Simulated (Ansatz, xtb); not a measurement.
**Relative energy of two isomers of C6H5B**

Structure I is `C#CC1=CBC=C1`, a singlet and structure II is `C#CB1C=CC=C1`, a singlet. Both are isolated molecules in the gas phase, relaxed with r2SCAN-D4/def2-SVP.

I (Å):

```yaml
atoms:
  - { symbol: C, position_ang: [-1.6684, 1.5541, -2.6852] }
  - { symbol: C, position_ang: [-0.7190, 1.3954, -1.9337] }
  - { symbol: C, position_ang: [0.3600, 1.1686, -1.0510] }
  - { symbol: C, position_ang: [1.4298, 1.9803, -0.8069] }
  - { symbol: C, position_ang: [1.5443, -0.1237, 0.5543] }
  - { symbol: C, position_ang: [0.4404, -0.1092, -0.2168] }
  - { symbol: B, position_ang: [2.3139, 1.2322, 0.2603] }
  - { symbol: H, position_ang: [-2.4968, 1.7102, -3.3517] }
  - { symbol: H, position_ang: [1.5587, 2.9433, -1.3044] }
  - { symbol: H, position_ang: [3.3502, 1.6109, 0.7473] }
  - { symbol: H, position_ang: [1.7895, -0.9491, 1.2267] }
  - { symbol: H, position_ang: [-0.3396, -0.8755, -0.2885] }
```

II (Å):

| atom | x (Å) | y (Å) | z (Å) |
| --- | --- | --- | --- |
| C | -1.9967 | 1.5044 | -2.5583 |
| C | -1.0034 | 1.3001 | -1.8707 |
| C | 1.6381 | 1.7581 | -1.1355 |
| C | 2.4002 | 1.2003 | -0.1695 |
| C | 1.6429 | 0.1575 | 0.6153 |
| C | 0.3735 | 0.0167 | 0.1752 |
| B | 0.2233 | 1.0480 | -1.0217 |
| H | -2.8689 | 1.6837 | -3.1619 |
| H | 1.9889 | 2.5341 | -1.8192 |
| H | 3.4458 | 1.4440 | 0.0537 |
| H | 2.1094 | -0.3964 | 1.4388 |
| H | -0.3476 | -0.6833 | 0.6024 |

Estimate E(II) − E(I) at the level CCSD(T)/def2-SVP + ΔMP2/def2-TZVPP.

Calculated at CCSD(T)/def2-SVP + ΔMP2/def2-TZVPP: E(II) − E(I) = −13.6 kcal/mol, so structure II lies lower.

The same difference at several levels:

```
                             level            geometry  E(II) − E(I) (kcal/mol)  departure from the last row (kcal/mol)  job, with rough time for the two
                          GFN2-xTB            GFN2-xTB                      +4.4                                   +17.9              optimisation, 0.17 s
                         HF/STO-3G            GFN2-xTB                     −12.9                                    +0.7              single point, 0.54 s
      r2SCAN-D4/def2-SVP//GFN2-xTB            GFN2-xTB                     −12.8                                    +0.7               single point, 3.3 s
                r2SCAN-D4/def2-SVP  r2SCAN-D4/def2-SVP                     −12.5                                    +1.0                optimisation, 35 s
                       HF/def2-SVP  r2SCAN-D4/def2-SVP                     −14.1                                    −0.5           part of the CCSD(T) run
                      MP2/def2-SVP  r2SCAN-D4/def2-SVP                     −12.1                                    +1.5           part of the CCSD(T) run
                  CCSD(T)/def2-SVP  r2SCAN-D4/def2-SVP                     −12.7                                    +0.8                      single point
CCSD(T)/def2-SVP + ΔMP2/def2-TZVPP  r2SCAN-D4/def2-SVP                     −13.6                                                        single point, 72 s
```

As drawn, II has 1 C–B, 1 C–H in place of 1 C–C, 1 B–H.

GFN2-xTB puts the two in the other order. The largest departure from CCSD(T)/def2-SVP + ΔMP2/def2-TZVPP is that of GFN2-xTB, 17.9 kcal/mol. The last row adds to CCSD(T) the change of the MP2 difference between the two basis sets, here −0.8 kcal/mol.

With thermal terms from frequencies at re-optimised GFN2-xTB minima (ideal gas, soft modes damped towards free rotors, one conformer each, 298.15 K, 1 atm): the zero-point term adds +1.1 kcal/mol; ΔH is −12.5 and ΔG −12.2 kcal/mol.

The correlated steps freeze 7 core orbitals. Programs: Ansatz 0.2.0, xtb 6.7.1; the last row on 2 threads of Intel(R) Xeon(R) Platinum 8488C (Sapphire Rapids) on a shared host.

Moving the ethynyl group from a ring carbon of borole to boron lowers the energy by 13.6 kcal/mol. The exchange replaces a C–C and a B–H bond with a C–B and a stronger C–H bond. At boron, the alkynyl π system can also donate into the formally empty p orbital, which probably eases the electron deficiency of the antiaromatic ring and outweighs the lost conjugation with the diene carbons. The energy difference alone does not separate this π effect from the change in σ bonds.

Hartree–Fock already gives the preference, and correlation reduces it only modestly, so its origin lies mainly in the mean-field bonding. The reversed order from GFN2-xTB is an error in its energy rather than its geometry, since r2SCAN-D4 gives nearly the same difference at both sets of structures; an imbalance in its description of bonds to boron is a likely cause. The thermal terms leave the order intact. This preference between isolated singlets does not imply that II would persist in bulk, where unhindered boroles readily undergo Diels–Alder dimerisation.
